## Question

In the adduct CH₃–AsH₂–GaH₃ the bond between carbon and arsenic is pulled apart while the CH₃ and AsH₂–GaH₃ pieces keep their shapes. Restricted Hartree–Fock (RHF) puts both electrons of the bond into one orbital. Unrestricted Hartree–Fock (UHF) may give the spin-up and the spin-down electron different orbitals. CASSCF, here with two active electrons in two orbitals, shares the pair between a bonding and an antibonding orbital.

PySCF 2.14.0 calculations with RHF, broken-symmetry UHF and CASSCF (two electrons in two orbitals), all in the cc-pVDZ basis, for neutral singlet CH₃–AsH₂–GaH₃ in the gas phase. The C–As bond is stretched rigidly from the GFN2-xTB geometry, with both fragments kept in their shapes.

```
bond length (Å)  CASSCF energy over its lowest point (eV)  RHF energy over CASSCF (eV)  UHF energy under RHF (eV)  spin squared  first weak orbital occupation
          1.790                                     0.437                        0.322                      0.000         0.000                          0.015
          1.950                                     0.000                        0.397                      0.000         0.000                          0.024
          2.150                                     0.125                        0.514                      0.000         0.000                          0.041
          2.340                                     0.529                        0.654                      0.000         0.000                          0.068
          2.630                                     1.252                        0.933                      0.189         0.443                          0.137
          3.020                                     2.032                        1.443                      1.067         0.823                          0.293
          3.510                                     2.549                        2.241                      2.230         0.967                          0.544
          4.290                                     2.778                        3.445                      3.604         1.014                          0.830
          5.460                                     2.821                        4.508                      4.691         1.021                          0.972
```

The first weak orbital occupation, $n$, is the number of electrons in the antibonding orbital. Spin squared belongs to the UHF solution; it is 0 for a pure singlet and 2 for a pure triplet.

(a) Why does the RHF energy over CASSCF grow with every step in bond length? Take the 1.95 Å row as the starting point and estimate the value at 3.02 Å from the change in $n$.

(b) Why does UHF bring no gain at short bond lengths and a large one later?

(c) From 1.95 to 5.46 Å the energy rises by 2.24 eV in UHF and by 2.82 eV in CASSCF. Does UHF describe a weaker bond?

## Model answer

**(a)** A bonding orbital spreads over both fragments. If it holds both electrons and they move independently, they are sometimes on the same fragment, which is an ionic arrangement. Near the normal bond length this costs little compared with the energy gained by sharing. Far apart there is nothing left to gain, and the lowest state is two neutral radicals with one electron each. RHF has no way to keep the two electrons apart while they share one orbital.

CASSCF can do so by mixing in a second configuration, with both electrons in the antibonding orbital. Its opposite sign cancels ionic parts of the first. The price is the energy needed to promote the pair, and this price falls as the overlap of the two fragments shrinks and the bonding and antibonding levels approach each other. The second configuration therefore gains weight as the bond is stretched, which is what the rising $n$ records.

The link between $n$ and the energy follows from a two-configuration wave function,

$$\Psi=c_1\Phi_1-c_2\Phi_2,\qquad c_1^2=1-\frac n2,\qquad c_2^2=\frac n2 .$$

Let $E_1$ be the energy of $\Phi_1$ alone, $E$ that of the mixture, and $K$ the coupling between the configurations. The first row of the eigenvalue problem reads $E_1c_1-Kc_2=Ec_1$, so that

$$E_1-E=K\,\frac{c_2}{c_1}=K\sqrt{\frac{n}{2-n}} .$$

Now take the RHF energy for $E_1$. At 1.95 Å the root is 0.110, and the coupling is $K=0.397/0.110\approx3.6$ eV. If $K$ stays the same, the RHF energy over CASSCF at 3.02 Å should be

$$3.6\ \text{eV}\times\sqrt{\frac{0.293}{1.707}}\approx1.5\ \text{eV}.$$

The calculation gives 1.44 eV, so the estimate is only a few per cent too high. The 3.02 Å row supplied its occupation but not its energy. Between these two lengths the growing share of the second configuration accounts for nearly all of the growth in the RHF error, and the effective coupling, taken from the RHF energy, hardly changes.

**(b)** UHF can also keep the electrons apart, by placing the spin-up electron more on one fragment and the spin-down electron more on the other. Doing so gives up part of the energy gained by sharing. While the overlap is large, the loss outweighs the relief in repulsion, and the best UHF solution is the RHF one. Beyond a certain length, the Coulson–Fischer point, the balance tips. Here that happens between 2.34 and 2.63 Å.

The onset belongs to the method and marks no sudden event in the bond. The CASSCF occupation rises smoothly through the same region and is already 0.068 at 2.34 Å, where UHF still equals RHF. A single determinant must either keep the pair in one orbital or break the spin symmetry, whereas CASSCF can mix in a little of the second configuration at any length.

Once broken, the UHF solution is no longer a pure singlet. With one electron on each fragment and opposite spins, it is an equal mixture of singlet and triplet, for which spin squared is 1. Far apart this does little harm to the energy, since the two states become degenerate. At intermediate lengths the triplet still lies higher, and the mixture costs energy.

**(c)** No, the smaller rise comes from errors that differ between the two ends of the curve. At 1.95 Å UHF is identical to RHF and lies 0.397 eV above CASSCF. At 5.46 Å it lies 0.183 eV below CASSCF. The two offsets add up to 0.58 eV, which is the whole difference between the two rises.

UHF can fall below CASSCF because each method has a freedom that the other lacks. This CASSCF correlates the bonding pair but keeps all other electrons in doubly occupied orbitals. UHF lets the unpaired electron on each radical polarise the spins of the electrons around it. The two active electrons alone could raise spin squared to 1 at most, so the slightly larger values in the last two rows show that other electrons take part. Those are also the only rows in which UHF lies below CASSCF.

Neither rise should be read as a bond energy. The CH₃ group is held in its pyramidal shape, although a free methyl radical would flatten and lower the energy at the far end. Most of the correlation outside the active pair is also left out, and its contribution need not be the same at both ends.

## Remarks on the reasoning

**The energy curve and the RHF error follow different things.** The row at 1.79 Å makes this clear. Its CASSCF energy is 0.437 eV above the lowest point, because the filled shells of the two fragments are pressed together. Yet both $n$ and the RHF energy over CASSCF are the smallest in the table. Compression raises the total energy but also increases the overlap, and it is the overlap that keeps the pair in the bonding orbital.

**This bond loses most of its energy while its electrons are still largely paired.** At 3.02 Å the CASSCF energy has already made 72% of its climb to the last row, while the second configuration has a weight of only about 15%. The bonding orbital first becomes less bonding, with the pair still mostly in it. Only when the two levels are close does the pair divide evenly between them. By the last row this is nearly complete, and the energy is almost flat because two neutral radicals with hardly any overlap scarcely attract each other.

**The estimate in (a) has a range.** Carried on to 5.46 Å with the same coupling, it gives $3.6\times0.972\approx3.5$ eV, whereas the calculation gives 4.5 eV. The coupling reflects how much more strongly two electrons repel each other on one fragment than on two. As the fragments separate, the repulsion between them fades and the difference grows. This is a likely reason for the shortfall, though the calculation does not isolate it.

**The coupling is an effective one.** RHF chooses the best orbitals for a single configuration, so its energy cannot lie above that of $\Phi_1$ built from CASSCF orbitals. Dividing the RHF energy over CASSCF by the root therefore gives a lower limit to the true $K$. The output below lists this quantity for each row; up to 3.51 Å it stays between 3.4 and 3.7 eV.

**What matters is how the electrons leave.** A useful contrast is the neighbouring bond in the same molecule, between arsenic and gallium. Pulling it apart gives CH₃AsH₂ and GaH₃, two closed-shell molecules, because arsenic supplied both electrons of that bond and takes both back. One doubly occupied orbital can describe this, as it simply withdraws onto arsenic. The C–As bond instead leaves one electron on each side, and for that a single shared orbital is the wrong form. Before stretching any bond with RHF, one should therefore ask whether the fragments are closed shells or radicals.

Output of the analysis:

```
Two-configuration reading:
   row  second configuration (%)  amplitude ratio  effective coupling (eV)  CASSCF energy in % of last row
  1.79                      0.75          0.08693                    3.704                           15.49
  1.95                       1.2           0.1102                    3.602                               0
  2.15                      2.05           0.1447                    3.553                           4.431
  2.34                       3.4           0.1876                    3.486                           18.75
  2.63                      6.85           0.2712                    3.441                           44.38
  3.02                     14.65           0.4143                    3.483                           72.03
  3.51                      27.2           0.6112                    3.666                           90.36
  4.29                      41.5           0.8423                     4.09                           98.48
  5.46                      48.6           0.9724                    4.636                             100
Methods compared:
   row  UHF over CASSCF (eV)  RHF above 1.95 A (eV)  UHF above 1.95 A (eV)  CASSCF slope from row before (eV/A)
  1.79                 0.322                  0.362                  0.362                                  n/a
  1.95                 0.397                      0                      0                               -2.731
  2.15                 0.514                  0.242                  0.242                                0.625
  2.34                 0.654                  0.786                  0.786                                2.126
  2.63                 0.744                  1.788                  1.599                                2.493
  3.02                 0.376                  3.078                  2.011                                    2
  3.51                 0.011                  4.393                  2.163                                1.055
  4.29                -0.159                  5.826                  2.222                               0.2936
  5.46                -0.183                  6.932                  2.241                              0.03675
RHF excess, growth factor from 1.95 to 3.51 A: 5.645
amplitude ratio, growth factor from 1.95 to 3.51 A: 5.546
RHF excess, growth factor from 3.51 to 5.46 A: 2.012
amplitude ratio, growth factor from 3.51 to 5.46 A: 1.591
effective coupling, growth factor from 3.51 to 5.46 A: 1.265
smallest effective coupling up to 3.51 A (eV): 3.441
largest effective coupling up to 3.51 A (eV): 3.704
longest bond with UHF equal to RHF (A): 2.34
shortest bond with broken spin symmetry (A): 2.63
RHF rise less CASSCF rise, 1.95 to 5.46 A (eV): 4.111
UHF rise less CASSCF rise, 1.95 to 5.46 A (eV): -0.58
CASSCF rise over the last step (eV): 0.043
```
